**On what is linear.** Take the CIE 1931 2° observer with $\bar y=V(\lambda)$, and scale the tristimulus values so that $Y$ is luminous flux:

$$X=K_m\!\int\!\Phi_\lambda\,\bar x\,d\lambda,\quad Y=K_m\!\int\!\Phi_\lambda\,\bar y\,d\lambda,\quad Z=K_m\!\int\!\Phi_\lambda\,\bar z\,d\lambda,$$

with $\Phi_\lambda$ the spectral radiant power and $K_m\approx 683$ lm/W. Superposed beams add in $X,Y,Z$ when their power spectra add. For lasers at 467, 532 and 630 nm the cross terms between fields oscillate at the difference frequencies, the lowest being 78 THz (blue against green), and they average to zero in the eye and in any photometer.

**On the weights.** Chromaticity is a ratio, $x=X/w$ and $y=Y/w$ with $w=X+Y+Z$. Source $i$ has $X_i=w_ix_i$ and $Y_i=w_iy_i$, and the mixture has $W=\sum_i w_i$. Hence

$$(x,y)=\sum_i a_i\,(x_i,y_i),\qquad a_i=\frac{w_i}{W},\qquad w_i=\frac{Y_i}{y_i}.$$

The masses of this centre of gravity are neither lumens nor watts. A monochromatic source of power $P_i$ has $Y_i=K_mV_iP_i$ and $w_i=K_ms_iP_i$, with $s_i=\bar x+\bar y+\bar z=V_i/y_i$. Because $w_i\ge0$, the $a_i$ are non-negative and sum to one. Conversely any such set is reached by choosing $w_i\propto a_i$. The mixtures therefore fill exactly the convex hull of the primaries.

**On the data.** A three-laser engine with the Rec. 2020 primaries emits a full white field. The readings below are made for the exercise and rounded as instrument data are:

$$x=0.301,\qquad y=0.314,\qquad \Phi_v=Y=1970\ \text{lm}.$$

Assumed standard uncertainties are 0.002 in $x$ and in $y$ and 2 % in $\Phi_v$, all independent. The unknowns are the three optical powers in the field. The given inputs are the nominal chromaticities, to three decimals, and approximate values of $V$:

| | $\lambda$ (nm) | $x_i$ | $y_i$ | $V_i$ | $K_mV_i$ (lm/W) | $s_i=V_i/y_i$ |
|---|---|---|---|---|---|---|
| R | 630 | 0.708 | 0.292 | 0.265 | 181.0 | 0.908 |
| G | 532 | 0.170 | 0.797 | 0.885 | 604.5 | 1.110 |
| B | 467 | 0.131 | 0.046 | 0.0803 | 54.84 | 1.75 |

**On the inversion.** The rule together with $\sum a_i=1$ is a linear system whose matrix has the columns $(x_i,y_i,1)$. Its determinant is twice the signed area of the triangle:

$$D=(x_R-x_B)(y_G-y_B)-(x_G-x_B)(y_R-y_B)=0.42373.$$

Cramer's rule gives $a_i=N_i/D$ with

$$N_R=(x-x_B)(y_G-y_B)-(x_G-x_B)(y-y_B)=0.11722,$$
$$N_G=(x_R-x_B)(y-y_B)-(x-x_B)(y_R-y_B)=0.11282,$$
$$N_B=D-N_R-N_G=0.19370.$$

Each $N_i$ is twice the area of the sub-triangle formed by the reading and the two other primaries. Chromaticity fixes only ratios. The scale comes from $W=\Phi_v/y=6274$ lm, after which $Y_i=y_ia_iW$ and $P_i=Y_i/(K_mV_i)$. Intermediate values are carried unrounded.

| | $a_i$ | $Y_i$ (lm) | share of $\Phi_v$ | $P_i$ (W) | share of power |
|---|---|---|---|---|---|
| R | 0.2766 | 507 | 0.257 | 2.80 | 0.378 |
| G | 0.2662 | 1331 | 0.676 | 2.20 | 0.297 |
| B | 0.4571 | 132 | 0.067 | 2.41 | 0.325 |

The model's total power is 7.41 W and its luminous efficacy of radiation is 266 lm/W. Blue supplies the least light and the largest mass. Averaging the vertices with the lumen shares, a common slip, lands at $(0.306,\,0.617)$, a green far from the reading.

**On uniqueness.** Three data fix three powers if and only if $D\neq0$, that is, if the primaries are not collinear. The solution is physical only if all $N_i/D\ge0$, which means that the reading lies in the triangle. A negative value would show that the assumed primaries cannot have produced the light.

Uniqueness is lost with a fourth source, since four vectors in the three-dimensional space of $(X,Y,Z)$ are linearly dependent. Take stray light at the D65 point, given as $(0.3127,\,0.3290)$. The same formulas yield $N'_R=0.12542$, $N'_G=0.11859$, $N'_B=0.17972$, and the lumen shares $y_iN'_i/(Dy')$, with $y'=0.3290$, are 0.2627, 0.6780 and 0.0593. So 100 lm of such light is indistinguishable from 26.3, 67.8 and 5.9 lm of laser light, and if it were part of the 1970 lm, it would make up 5.2, 5.1 and 4.5 % of the inferred powers. The three readings alone admit any such stray flux up to 1.93 klm, where the red power reaches zero. A reading with the lasers off removes the ambiguity for light that does not come from them. The subtraction must be done in $X,Y,Z$, never in $x,y$.

**On errors in the data.** Since $P_i\propto\Phi_vN_i/y$ and $N_i$ is linear in $x$ and $y$,

$$\frac{\delta P_i}{P_i}=\frac{\delta\Phi_v}{\Phi_v}+A_i\,\delta x+B_i\,\delta y,\qquad A_i=\frac{\partial_xN_i}{N_i},\qquad B_i=\frac{\partial_yN_i}{N_i}-\frac1y .$$

The gradients $(\partial_xN,\partial_yN)$ are $(0.751,\,-0.039)$ for red, $(-0.246,\,0.577)$ for green and $(-0.505,\,-0.538)$ for blue. Adding in quadrature:

| | $A_i$ | $B_i$ | from $x,y$ (%) | with flux (%) | $P_i$ (W) |
|---|---|---|---|---|---|
| R | 6.41 | −3.52 | 1.5 | 2.5 | 2.80 ± 0.07 |
| G | −2.18 | 1.93 | 0.6 | 2.1 | 2.20 ± 0.05 |
| B | −2.61 | −5.96 | 1.3 | 2.4 | 2.41 ± 0.06 |

The three errors are correlated. The flux term is common to all, and a chromaticity error only redistributes a fixed flux, so $\sum_iY_iA_i=\sum_iY_iB_i=0$. Green, which carries most of the lumens, is therefore held tightest. The factor $1/N_i$ shows where the inversion degrades: near an edge of the triangle the relative error of the opposite primary diverges, while its absolute error stays finite. Near white the problem is well conditioned.

The readings were generated from 2.80, 2.20 and 2.40 W, which give $(0.3012,\,0.3141)$ and 1968 lm before rounding. The inferred blue power is 0.2 % high, within the bound of 0.7 % set by half a unit in the last kept digit, $0.0005(|A_B|+|B_B|)+5/1970$. This round trip shows the size of the rounding error and nothing about the validity of the model.

**On errors in the primaries.** Three of them rival the error of the data.

The first is the rounding of $y_B$. Here $P_B\propto y_BN_B/D$, and $N_B$ does not depend on the blue vertex, so

$$\frac{\partial\ln P_B}{\partial y_B}=\frac1{y_B}+\frac{x_R-x_G}{D}=21.7+1.27=23.0 .$$

A shift of 0.0005 in $y_B$ moves $P_B$ by 1.2 %. The large term arises only from forming $s_B$ as $V_B/y_B$. With $s_B$ summed directly from a table of colour-matching functions and $P_B=a_BW/(K_ms_B)$, only the geometric term survives, 0.06 %.

The second is the red wavelength, in $P_R=N_RW/(DK_ms_R)$. Approximate values are $s=1.07$ at 625 nm and 0.76 at 635 nm, a fall of 0.031 per nm, or 3.4 % of $s_R$. Over the same interval $x_R$ goes from about 0.701 to 0.714 with $y_R\approx1-x_R$, or 0.0013 per nm. This enlarges $D$ and lowers $a_R$ by 0.2 % per nm, as $N_R$ does not depend on the red vertex. If the laser sits at 631 nm, the same readings imply a red power 3.2 % above the value inferred for 630 nm, which exceeds the 2.5 % from the data. The bar of ±0.07 W holds only when the red wavelength is known to a few tenths of a nanometre.

The third is the blue wavelength, in $P_B=N_BW/(DK_ms_B)$. Approximate values are $s=1.85$ at 465 nm and 1.57 at 470 nm, a fall of 0.056 per nm, or 3.2 % of $s_B$. The blue vertex goes from about $(0.1355,\,0.0399)$ to $(0.1241,\,0.0578)$, or $(-0.0023,\,0.0036)$ per nm, which shrinks $D$ and raises $a_B$ by 0.2 % per nm. If the laser sits at 468 nm, the blue power is 3.4 % above the value inferred for 467 nm, which exceeds the 2.4 % from the data. The bar of ±0.06 W carries the same condition on the wavelength.

The vertex shifts also couple the primaries: moving vertex $j$ by $(\delta x_j,\delta y_j)$ changes $a_i$ by $-a_j(\partial_xN_i\,\delta x_j+\partial_yN_i\,\delta y_j)/D$. A blue wavelength longer by 1 nm lowers $P_G$ by 1.1 % and raises $P_R$ by 0.7 %. The green vertex goes from about $(0.1547,\,0.8059)$ at 530 nm to $(0.1929,\,0.7816)$ at 535 nm, or $(0.0076,\,-0.0049)$ per nm, while $s$ rises from about 1.07 to 1.17, or 0.020 per nm. A green wavelength longer by 1 nm lowers $P_R$ by 1.3 % and $P_G$ itself by 0.7 %.

**On what survives.** To bring the engine to D65, each power must scale as $N'_i/N_i$ up to a common factor. The quantities $K_m$, $s_i$, $D$ and $\Phi_v$ cancel, so the flux error, the slopes of $s_i$ with wavelength and the $1/y_B$ term all drop out, and only the small dependence on the vertex positions remains. With green held fixed the factor for primary $i$ is $f_i=N'_iN_G/(N_iN'_G)$, and its relative uncertainty is $0.002\sqrt{(A_i-A_G)^2+(B_i-B_G)^2}$, which is 2.0 % for red and 1.6 % for blue. The model's corrections are

$$f_R=1.018\pm0.021,\qquad f_B=0.883\pm0.014 .$$

The target fixes one set of ratios, but these data resolve only part of the departure from it: the excess of blue is well established, while the red factor is compatible with unity.